Q: I have computed the bands of Cs₂KCrF₆ at Gamma, X and L. Can I estimate the empty chromium levels at W and K by hand?

Bands of Cs₂KCrF₆ (Fm-3m, unrelaxed 10-atom cell), computed with Ansatz 0.2.0 using m-r2SCAN, plane waves and generated PAW datasets, scalar-relativistic and without spin polarisation. The cutoff is 500 eV and the k-mesh 7×7×7, with Fermi-Dirac filling of width 0.0469 eV. Band v1 is the highest band filled at some mesh point, and c1 is the next one above.

```csv
k-point,"coordinates (reciprocal vectors of the computed cell, not always the standard one)",band v3 (eV from the Fermi level),band v2 (eV from the Fermi level),band v1 (eV from the Fermi level),band c1 (eV from the Fermi level),band c2 (eV from the Fermi level),c1 less v1 (eV)
Gamma,0 0 0,-0.02,-0.02,-0.02,2.34,2.34,2.36
X,0.5 0 0.5,-0.06,0.03,0.03,2.22,2.38,2.19
U,0.625 0.25 0.625,-0.03,0.02,0.02,2.27,2.41,2.25
K,0.375 0.375 0.75,-0.03,0.02,0.02,2.27,2.41,2.25
L,0.5 0.5 0.5,0.00,0.01,0.01,2.44,2.44,2.43
W,0.5 0.25 0.75,-0.01,-0.01,0.03,2.26,2.42,2.23
```

A: Yes, with one idea about phases and two main coupling constants, though one sign has to come from a further point. The levels you want are bands c1 and c2, the two eg orbitals of chromium, whose lobes point straight at the fluorides. Bands v1 to v3 are the t2g orbitals, whose lobes point between the fluorides. The k-point says how the phase of the electron wave changes from one chromium to the next, and each coupling between chromium atoms raises or lowers a level according to that phase.

Q: Which chromium atoms have to be counted?

A: Two sets. Each chromium has twelve near neighbours along the face diagonals of the cube and six far ones, a full cube edge away. The far ones look too distant to matter, but an eg lobe points exactly along that edge. The line to the next chromium runs through fluorine, potassium and fluorine. That this chain carries the coupling is plausible, though the band energies alone don't identify the route.

Q: What does the far coupling do to the two levels?

A: Take the cube axis x. One eg orbital has its main lobes along x; the other, y²−z², has none there. Let t be the strength of the coupling between two orbitals aimed at each other across a cube edge. In phase, the two neighbours along x lower the aimed orbital by 2t; in antiphase they raise it by 2t. Reversing the phase along one axis therefore lifts one level by 4t, leaves the other where it was, and raises the centre of the pair by 2t.

Q: How do I get t from my three points?

A: At Gamma and X the far neighbours are in phase along all three axes, and at L they are in antiphase along all three. The centre of the pair must then rise by 3 × 2t = 6t. To remove the effect of the near neighbours, count X three times and Gamma once, which gives (2.34 + 3 × 2.30)/4 = 2.31 eV. L lies 0.13 eV higher, so t is about 0.022 eV.

Q: And the near neighbours?

A: Their strength shows in the splitting at X. Gamma and L treat the three cube axes alike, so symmetry keeps the eg pair together there. X singles out one axis, but only for the near neighbours, since the far ones are still in phase in every direction. Of the two sets, only the near one can therefore cause the splitting of 0.16 eV. I call a quarter of it u, which is 0.04 eV.

Q: Please work W in full.

A: Start from the centre of the pair at X, 2.30 eV. On going to W, the near neighbours leave this centre alone but split the pair only half as much, moving one level up by u and the other down by u. The far neighbours reverse their phase along one axis, say x. The orbital y²−z² has no lobes along x and doesn't notice, so the lower level is 2.30 − 0.04 = 2.26 eV, as in the table.

The upper level belongs to the orbital aimed along x. It gains u from the near neighbours and 4t from the far ones: 2.30 + 0.04 + 4 × 0.022 ≈ 2.43 eV. The table has 2.42 eV.

Q: How did you know that u and 4t push the same orbital up?

A: I took that from W itself. The energies at Gamma, X and L fix the sizes of the two couplings but not their relative sign. If they opposed each other, the two levels at W would almost coincide, whereas the table has them 0.16 eV apart. W therefore tests the sizes but not the sign, and K has to test both.

Q: Then do K.

A: At K the far neighbours along two axes are a quarter of a cycle out of step, so their effect vanishes instead of reversing. Each of these axes raises the centre by t, which puts it at 2.30 + 2 × 0.022 ≈ 2.34 eV. The third axis is still in phase and adds t to half the splitting. The near neighbours add 1.21u, where the factor (1 + √2)/2 comes from the phases at K.

Half the splitting is then 1.21 × 0.04 + 0.022 ≈ 0.07 eV. The levels come out at 2.27 and 2.41 eV, both as tabulated. U is the same point as K by symmetry, so its agreement adds no evidence.

Q: How good is the rule over the whole table?

A: The four distinct levels at Gamma, X and L set four constants: u, t, the mean level and a small shift of the pair's centre by the near neighbours. These three points are therefore reproduced by construction. At W and K the estimates lie within 0.01 eV of the computed levels, which is the last printed digit. Simply taking the mean of band c1 at the three known points would miss by up to 0.07 eV. The output printed below lists the estimates row by row.

Q: Could I drop the far neighbours and keep only the near ones?

A: No. A model with near neighbours alone, fitted to the centre of the pair at the five distinct points, puts L too low by about 0.09 eV. At L the effects of the near neighbours cancel, half of them being in phase and half in antiphase. In the model, what lifts L above the other points is the far coupling, in antiphase along every axis.

Q: Can I also estimate the column "c1 less v1"?

A: Yes, by treating band v1 as flat. The t2g levels spread over only 0.09 eV, against 0.22 eV for eg. That is to be expected, since the t2g orbitals meet the fluorides side-on and overlap less with them. With v1 held at its mean over Gamma, X and L, the difference at W and K comes out within about 0.02 eV of the table.

Q: Is that difference the band gap?

A: No, it is the distance from the highest t2g band to the lower eg band at one k-point. Three electrons half-fill the t2g bands, and because the calculation forces all spins to pair, it describes a metal. In a fluoride, Cr³⁺ keeps its three electrons unpaired, which splits the t2g bands by spin and opens a gap. Don't use these numbers for the colour or the conductivity of the real material.

Q: What should I remember for a similar crystal?

A: Start with the far neighbours: if the phase reverses along one cube axis, the orbital that points that way moves and the other stays; if it reverses along several, both move. Then add the effect of the near neighbours. For the constants, compute Gamma, X and L afresh, because u and t belong to this compound at this cell size. Add one point such as W to settle the sign. Between the corners the same phase sums can be written down, but there the rule is untested, so compute one such point before you rely on it.

Output of the analysis:

```
Estimates in eV:
    row  centre  half_splitting  c1_est  c2_est     c1_miss    c2_miss  c1_v1_est
  Gamma    2.34               0    2.34    2.34           0          0      2.333
      X     2.3            0.08    2.22    2.38  -4.441e-16          0      2.213
      U   2.344         0.06995   2.274   2.414     0.00424   0.004142      2.268
      K   2.344         0.06995   2.274   2.414     0.00424   0.004142      2.268
      L    2.44               0    2.44    2.44   4.441e-16  4.441e-16      2.433
      W   2.343         0.08333    2.26   2.427   4.441e-16   0.006667      2.253
near splitting constant u, eV: 0.04
far coupling t from the pair centres, eV: 0.02167
near shift q of the pair centre, eV: 0.01
on-site energy from the Fermi level, eV: 2.375
far coupling t from the splitting at W, eV: 0.02
splitting at W if u and t had opposite signs, eV: 0.006667
largest miss of c1 and c2 at W, K and U, eV: 0.006667
largest miss of c1 at W, K and U if taken as the mean of Gamma, X and L, eV: 0.07333
largest miss of c1 less v1 at W, K and U with v1 taken as flat, eV: 0.02333
spread of all eg levels, eV: 0.22
spread of all t2g levels, eV: 0.09
fit of centre on 5 rows (distinct): constant 2.352 +/- 0.027, coefficient of nsum 0.003293 +/- 0.017; rms 0.0464, worst L -0.0881, leave-one-out rms 0.211
  rows outside the fit (model, value, miss): U 2.349, 2.34, 0.00893
```
